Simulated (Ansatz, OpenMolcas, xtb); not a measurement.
A ladder of methods for C2H7AlO (SMILES C[CH2][AlH][OH])

The species is C2H7AlO (11 atoms), meant as a singlet with charge 0. SMILES: `C[CH2][AlH][OH]`. The coordinates come from a PBE0-D4/def2-TZVP relaxation. This is one conformer, not always the lowest.

Quantity: the HOMO–LUMO gap, in eV. The values are calculated.

```json
{"level": "GFN0-xTB", "kind": "semi-empirical", "program": "xtb", "value (eV)": "4.58", "CPU time": "under 2 s"}
{"level": "HF/6-31G* (spherical functions)", "kind": "Hartree–Fock", "program": "Ansatz", "value (eV)": "12.84", "CPU time": "1.6 s"}
{"level": "SVWN5/6-31G* (spherical functions)", "kind": "LDA", "program": "OpenMolcas", "value (eV)": "4.86", "CPU time": "38 s"}
{"level": "BLYP/6-31G* (spherical functions)", "kind": "GGA", "program": "Ansatz", "value (eV)": "4.97", "CPU time": "5.5 s"}
{"level": "PBE/6-31G* (spherical functions)", "kind": "GGA", "program": "OpenMolcas", "value (eV)": "4.99", "CPU time": "50 s"}
{"level": "M06-L/6-31G* (spherical functions)", "kind": "meta-GGA", "program": "OpenMolcas", "value (eV)": "5.78", "CPU time": "62 s"}
{"level": "BHLYP/6-31G* (spherical functions)", "kind": "global hybrid", "program": "OpenMolcas", "value (eV)": "9.04", "CPU time": "45 s"}
{"level": "CAM-B3LYP/6-31G* (spherical functions)", "kind": "range-separated hybrid", "program": "Ansatz", "value (eV)": "9.35", "CPU time": "7 s"}
{"level": "B2PLYP/6-31G* (spherical functions)", "kind": "double hybrid", "program": "Ansatz", "value (eV)": "9.24", "CPU time": "8.5 s"}
```

The values span 4.58 to 12.84 eV. Orbital gaps aren't excitation energies, and those of double hybrids come from the SCF part alone; they tend to grow with the share of exact exchange. CPU times are rough (shared hosts, several kinds of processor and program).

The three LDA and GGA gaps lie between 4.86 and 4.99 eV, so adding density gradients hardly changes the frontier-level separation. M06-L opens it to 5.78 eV without any exact exchange, whereas BHLYP, B2PLYP and CAM-B3LYP cluster at 9.04 to 9.35 eV, well below Hartree–Fock. The spread probably reflects largely how exchange is treated, since a semilocal potential acts alike on occupied and virtual orbitals, while exact exchange acts on both but cancels self-interaction only for the occupied ones.

Chemically, a sizeable gap fits a closed-shell, trivalent aluminium compound. The LUMO probably has much aluminium 3p character, weakened as an acceptor by π donation from the hydroxyl oxygen, and the HOMO is likely to mix Al–C σ bonding with oxygen lone-pair character. The gap alone can't confirm either assignment, nor does it measure Lewis acidity. The closeness of GFN0-xTB to the semilocal values doesn't validate its orbital energies. Without diffuse functions, the larger gaps may also owe part of their size to an artificially confined virtual orbital.
